Tetragonal BaTiO₃ (P4mm) under hydrostatic strain, with the atoms relaxed in each cell, calculated with Ansatz 0.2.0 using r2SCAN with spin–orbit coupling, PAW potentials, a 500 eV plane-wave cutoff and a 6×6×6 k mesh. The band gap is the least found over the mesh, the named k points and any path calculated between them.

| volume (Å³/atom) | c/a | shortest distance (Å) | band gap (eV) | least direct gap (eV) |
| --- | --- | --- | --- | --- |
| 11.482 | 1.0355 | 1.895 | 2.422 | 2.467 |
| 11.845 | 1.0355 | 1.872 | 2.372 | 2.548 |
| 12.215 | 1.0355 | 1.853 | 2.322 | 2.610 |
| 12.593 | 1.0355 | 1.837 | 2.275 | 2.649 |
| 12.978 | 1.0355 | 1.821 | 2.229 | 2.664 |
| 13.371 | 1.0355 | 1.808 | 2.184 | 2.660 |
| 13.773 | 1.0355 | 1.795 | 2.141 | 2.643 |
| 14.182 | 1.0355 | 1.783 | 2.101 | 2.615 |
| 14.599 | 1.0355 | 1.772 | 2.064 | 2.582 |

## What has to be explained

The cell of tetragonal BaTiO₃ grows by about a quarter in volume, at a fixed ratio c/a of its long edge to its short edges. The band gap, the least energy between filled and empty levels, falls at every step, from 2.42 to 2.06 eV. The least direct gap, for which the electron keeps its wave vector, first rises and then turns over near the middle of the table.

The shortest distance, a Ti–O bond along c, shrinks from 1.90 to 1.77 Å while everything around it expands. This odd column is probably the key to the direct gap. The atoms were allowed to relax in each cell, and Ti used the extra room to move towards one of its two oxygen neighbours along c.

## Why a bond shortens in a growing cell

A proton between two oxygen atoms behaves in a similar way. In a very short hydrogen bond it sits near the middle; when the oxygens are pulled apart, it stays with one of them. The likeness ends with the geometry, for Ti also has four oxygen neighbours in the plane and empty d orbitals that take part in the bonding.

Part of the reason is that bond strength falls roughly exponentially with length. That holds for any cation, and for Ti the gain is usually traced to the mixing of filled oxygen p with empty d levels described below. When Ti moves off centre, the shorter bond gains more than the longer one loses. In a tight cell repulsion at short range holds Ti near the middle, and in a wide cell that restraint weakens.

A simple model makes this quantitative. Let each bond have the strength exp(−d/b), with d its length and b = 0.37 Å, the usual value in bond-valence work. Suppose that the two bonds along c keep the summed strength that they have in the unstrained cell, at volume 12.978 Å³/atom. The offset of Ti from the midpoint of its two oxygens then follows from the length of c alone.

For the largest cell, which was not used to set the model, the steps are:

- Half of c is (1.772 + 2.506)/2 = 2.139 Å, against 2.057 Å in the unstrained cell. A centred Ti would have bonds weaker by the factor exp(0.082/0.37) ≈ 1.25.
- In the unstrained cell the offset of 0.236 Å raises the summed strength above that of a centred Ti by the factor cosh(0.236/0.37) ≈ 1.21.
- The new offset must therefore give cosh(offset/0.37) ≈ 1.25 × 1.21 ≈ 1.51, so the offset is about 0.36 Å. The calculation gives 0.37 Å.

The other expanded cells agree as well, to within 0.01 Å. This is a mild test, since the offset grows by a nearly steady 0.03 to 0.04 Å per step and the match is expected to depend on the value taken for b. Under compression the match worsens step by step: in the smallest cell the model puts Ti at the centre, whereas the calculation leaves it 0.08 Å off. The rule describes the chain along c only, since the bonds in the plane do weaken as the cell grows.

## Why the band gap falls

The top of the filled levels consists mainly of oxygen 2p states and the bottom of the empty ones of Ti 3d states. An electron on Ti is repelled by the negative oxygens around it, while an electron on oxygen is attracted by the positive ions. Expansion weakens both effects, so the two sets of levels approach each other. This argument agrees with the direction of the trend but not with its size: bare point ions would give a change more than ten times too large. Real charges are smaller and are screened, and an opposing effect is expected as well, for the oxygen band narrows on expansion, which lowers its top and on its own would widen the gap. The table shows only the net result.

A straight line in the logarithm of the volume, fitted to all nine rows, gives a fall of about 0.045 eV for each 1 % added to the cell edges. The true slope weakens somewhat towards large cells. The r2SCAN gaps themselves are expected to be too small, as is usual for a semilocal functional, so the changes deserve more trust than the values.

These changes are not a pressure coefficient. With c/a held fixed, the smallest cell carries a stress of 28 GPa along a but only 18 GPa along c, and real BaTiO₃ at room temperature would have become cubic well before that. The P4mm symmetry is also kept in every cell, so Ti can move only along c. Even the unstrained cell is more elongated than the real crystal at room temperature, so the offsets of Ti are probably too large as well.

## Why the direct gap first rises

The direct gap is the band gap plus an excess, and the excess grows from 0.05 to 0.52 eV. Its meaning is clear in the rows 11.845 and 14.182, where the outputs place both band edges and the direct gap. There the lowest empty level lies at the point Γ, the highest filled level lies at the point A, and the excess is the depth of the filled levels at Γ below those at A. In six of the other seven rows the outputs also put the highest filled level at A, and the smooth run of the numbers suggests the same picture throughout.

Symmetry offers a reason why these levels separate. At Γ every cell carries the same wave pattern, so the oxygen p orbitals on opposite sides of a centred Ti act on its d orbitals with opposite signs and cancel. Once Ti moves, the nearer oxygen wins. Filled p levels that find a partner among the empty d levels then mix with it and are pushed down.

At A the pattern changes sign from one cell to the next. What the shift adds on one side of Ti it removes on the other, so to first order no new mixing arises. The highest filled level there is expected to be an oxygen combination without a d partner, which the shift should hardly move. The lowest empty level at Γ, in the usual picture a d orbital lying in the plane, finds no oxygen p partner even after the shift. Both edges of the band gap thus largely escape the mixing, which fits a gap that falls smoothly while the offset grows more than fourfold.

## Where the direct gap turns over

The maximum is a balance of two slopes. In the step that ends at the unstrained cell, the excess grows by 0.061 eV and the band gap falls by 0.046 eV, so the direct gap still rises. In the next step the excess gains only 0.041 eV against a loss of 0.045 eV. The two highest values differ by just 0.004 eV, and the place of the maximum marks no special state of the crystal.

## What remains open

Weak mixing at a fixed volume would make the excess grow as the square of the offset. A fit of that form to all nine rows does badly, with a typical miss of 0.08 eV and nearly twice that in the smallest cell; the printed output shows it. The real excess never follows that curve: its steps shrink from the start (0.131, then 0.112 eV) for nearly equal steps in offset, and it levels off although Ti keeps moving.

Counting suggests a reason. At Γ the cell has nine oxygen p levels but only five d levels, so several p levels of the same symmetry share one d partner. Mixing with that partner cannot push the highest of them below where the next one lay. As the top level sinks it is expected to turn gradually into a combination that overlaps little with the d level, and the excess to level off.

Changing overlap between the ions may play a part too, for volume and offset change together in every row. A series with Ti held at the centre and level with its four oxygens in the plane would separate the two: if the symmetry argument is right, most of the growth of the excess should disappear there, and with it the rise of the direct gap.

Printed output of the fit:

```
Axial bonds and strengths relative to the reference row:
     row  long bond (Å)  Ti offset (Å)  predicted offset (Å)  axial strength  axial strength if centred  in-plane strength for flat bonds
  11.482          2.053        0.07924                     0           1.056                      1.033                              1.24
  11.845          2.118         0.1228               0.08054           1.031                     0.9768                             1.175
  12.215          2.178         0.1624                0.1491           1.014                      0.924                             1.113
  12.593          2.235          0.199                0.1964           1.003                      0.874                             1.055
  12.978          2.292         0.2355                0.2355               1                     0.8268                                 1
  13.371          2.346         0.2691                0.2701          0.9982                     0.7821                            0.9478
  13.773            2.4         0.3027                0.3019           1.001                     0.7397                            0.8981
  14.182          2.453         0.3352                0.3315           1.007                     0.6998                            0.8512
  14.599          2.506         0.3668                0.3596           1.015                     0.6619                            0.8067
Excess of the direct gap and changes from the row before:
     row  excess (eV)  gap change (eV)  excess change (eV)  direct gap change (eV)  gap slope per ln volume (eV)
  11.482        0.045              n/a                 n/a                     n/a                           n/a
  11.845        0.176            -0.05               0.131                   0.081                        -1.606
  12.215        0.288            -0.05               0.112                   0.062                        -1.626
  12.593        0.374           -0.047               0.086                   0.039                        -1.542
  12.978        0.435           -0.046               0.061                   0.015                        -1.528
  13.371        0.476           -0.045               0.041                  -0.004                        -1.508
  13.773        0.502           -0.043               0.026                  -0.017                        -1.452
  14.182        0.514            -0.04               0.012                  -0.028                        -1.367
  14.599        0.518           -0.037               0.004                  -0.033                        -1.277
fit of band_gap on 9 rows: constant 2.233 +/- 0.0015, coefficient of lnv -1.499 +/- 0.02; rms 0.00402, worst 14.599 -0.00742, leave-one-out rms 0.00579
fit of excess on 9 rows: constant 0.1662 +/- 0.051, coefficient of off2 3.309 +/- 0.68; rms 0.0756, worst 11.482 0.142, leave-one-out rms 0.106
Total fall of the band gap (eV): 0.358
Rise of the direct gap from the smallest cell to its maximum (eV): 0.197
Fall of the direct gap from its maximum to the largest cell (eV): 0.082
Largest miss of the predicted offset in expanded cells (Å): 0.007162
Largest miss of the predicted offset in compressed cells (Å): 0.07924
Gap change for 1 % longer edges from the fit (eV): -0.04496
Point-ion estimate over fitted gap change (order of magnitude only): 15.57
```
